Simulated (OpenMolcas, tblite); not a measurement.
CH5GaO (SMILES C[O][GaH2]): methods side by side

The species is CH5GaO (8 atoms), meant as a singlet with charge 0. SMILES: `C[O][GaH2]`. Geometry: relaxed at PBE0-D4/def2-TZVP.

Each level gives the HOMO–LUMO gap (eV). The values are calculated.

```json
{"level": "GFN2-xTB", "kind": "semi-empirical", "program": "tblite", "value (eV)": "5.02", "CPU time": "under 2 s"}
{"level": "HF/cc-pVDZ", "kind": "Hartree–Fock", "program": "OpenMolcas", "value (eV)": "13.06", "CPU time": "5.8 s"}
{"level": "SVWN5/cc-pVDZ", "kind": "LDA", "program": "OpenMolcas", "value (eV)": "4.31", "CPU time": "16 s"}
{"level": "PBE/cc-pVDZ", "kind": "GGA", "program": "OpenMolcas", "value (eV)": "4.39", "CPU time": "23 s"}
{"level": "r2SCAN/cc-pVDZ", "kind": "meta-GGA", "program": "OpenMolcas", "value (eV)": "4.95", "CPU time": "32 s"}
{"level": "B3LYP/cc-pVDZ", "kind": "global hybrid", "program": "OpenMolcas", "value (eV)": "6.08", "CPU time": "22 s"}
{"level": "BHLYP/cc-pVDZ", "kind": "global hybrid", "program": "OpenMolcas", "value (eV)": "8.71", "CPU time": "25 s"}
{"level": "M06-2X/cc-pVDZ", "kind": "hybrid meta-GGA", "program": "OpenMolcas", "value (eV)": "8.62", "CPU time": "27 s"}
{"level": "B2PLYP/cc-pVDZ", "kind": "double hybrid", "program": "OpenMolcas", "value (eV)": "8.93", "CPU time": "14 s"}
```

All-electron rows without a relativistic Hamiltonian named are non-relativistic. The values span 4.31 to 13.06 eV. Orbital gaps aren't excitation energies, and those of double hybrids come from the SCF part alone; they tend to grow with the share of exact exchange. Times are those of the runs behind each value, whatever else they computed, on shared processors of several kinds: orders of magnitude only.

The gap of this methoxygallane depends far more on the treatment of exchange than on the choice among semi-local functionals: SVWN5 and PBE nearly coincide at 4.31 and 4.39 eV, while Hartree–Fock reaches 13.06 eV. Non-local exchange pulls the occupied levels down, whereas the empty ones feel the repulsion of all the electrons and lie higher, as suits electron attachment. A semi-local potential acts alike on both sets, which keeps the gap narrow. M06-2X breaks the ordering, with a smaller gap than BHLYP despite its slightly larger share of exact exchange, so the semi-local part matters too.

Chemically, the HOMO is probably an oxygen lone pair and the LUMO largely the empty 4p orbital of three-coordinate gallium, which would make the gap a measure of the donor–acceptor contrast across the Ga–O bond. The closeness of GFN2-xTB to r2SCAN doesn't validate either value. Nor is basis-set convergence shown, and without diffuse functions a weakly bound or unbound LUMO would be placed too high, above all in Hartree–Fock.
